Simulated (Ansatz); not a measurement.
## Ti: phonon heat capacity and phonon entropy against temperature

Harmonic vibrational free energy, entropy and heat capacity at constant volume, per atom, from the force constants of a q mesh, imaginary modes left out; plane waves with PAW datasets, Gamma-centred k mesh. The results are calculated, by Ansatz 0.2.0.

Structure of every row (space group Fm-3m, No. 225):
```
CELL_PARAMETERS angstrom
0.00000 2.00460 2.00460
2.00460 0.00000 2.00460
2.00460 2.00460 0.00000
ATOMIC_POSITIONS crystal
Ti 0.00000 0.00000 0.00000
```

Settings of every row: functional LDA; dispersion none; spin none; wave cutoff 420 eV; k mesh 20x20x20; occupations fermi dirac; smearing width 0.15 eV; pressure 0 GPa; phonon method linear response; q mesh 2x2x2.

Limits: coarse q mesh; metal sensitive to the k mesh.

```
row  temperature (K)  phonon heat capacity (kB/atom)  phonon entropy (kB/atom)  phonon free energy (meV/atom)
  1              200                           2.713                     3.157                            2.5
  2              300                           2.867                     4.291                          -29.9
  3              400                           2.924                     5.125                          -70.6
  4              500                           2.951                     5.781                         -117.7
  5              600                           2.966                      6.32                         -169.9
  6              700                           2.975                     6.778                         -226.4
  7              800                           2.981                     7.176                         -286.5
  8              900                               ?                         ?                              ?
  9             1000                           2.987                     7.842                         -416.2
```

Question: what phonon heat capacity and phonon entropy should row 8 give?

Worked fit of phonon heat capacity. At high temperature a harmonic heat capacity falls short of its limit by a term in 1/T², so take t = (100 K / T)². The shown rows have t = 0.25, 0.11111, 0.0625, 0.04, 0.02778, 0.02041, 0.01562, 0.01. Least squares give phonon heat capacity = 2.9998 − 1.2337 × t + 0.345 × t² kB/atom; a straight line predicts inner rows, each left out in turn, worse (root mean square 0.002 against 0.00023 kB/atom). All shown rows lie on it to the printed digit. The constant, 2.9998 kB/atom, is to be held against the harmonic limit of 3 k_B an atom. The withheld row has t = 0.01235, so the fit gives 2.9998 − 1.2337 × (0.01235) + 0.345 × (0.01235)² = 2.985 kB/atom.

The calculation gave 2.985 kB/atom. The fit meets it to the printed digit.

Worked fit of phonon entropy. Entropy rises as the heat capacity times the change of ln T, so take t = ln(T / 300 K). The shown rows have t = -0.4055, 0, 0.2877, 0.5108, 0.6931, 0.8473, 0.9808, 1.204. Least squares give phonon entropy = 4.2995 + 2.85868 × t + 0.07322 × t² kB/atom; a straight line predicts inner rows, each left out in turn, worse (root mean square 0.017 against 0.0061 kB/atom). The rows lie off it by 0.005, -0.008, -0.003, 0.002, 0.004, 0.004, 0.002, -0.005 (root mean square 0.0045 kB/atom), a smooth pattern that one more power would take up: the form is only approximate. The slope at t = 0, 2.86 kB/atom, estimates the heat capacity at 300 K. The withheld row has t = 1.0986, so the fit gives 4.2995 + 2.85868 × (1.0986) + 0.07322 × (1.0986)² = 7.528 kB/atom.

The calculation gave 7.527 kB/atom. The fit lies 0.001 kB/atom (0.021 % of the column's range) above it, one unit of the last digit.

The other values of row 8: phonon free energy -349.9 meV/atom.
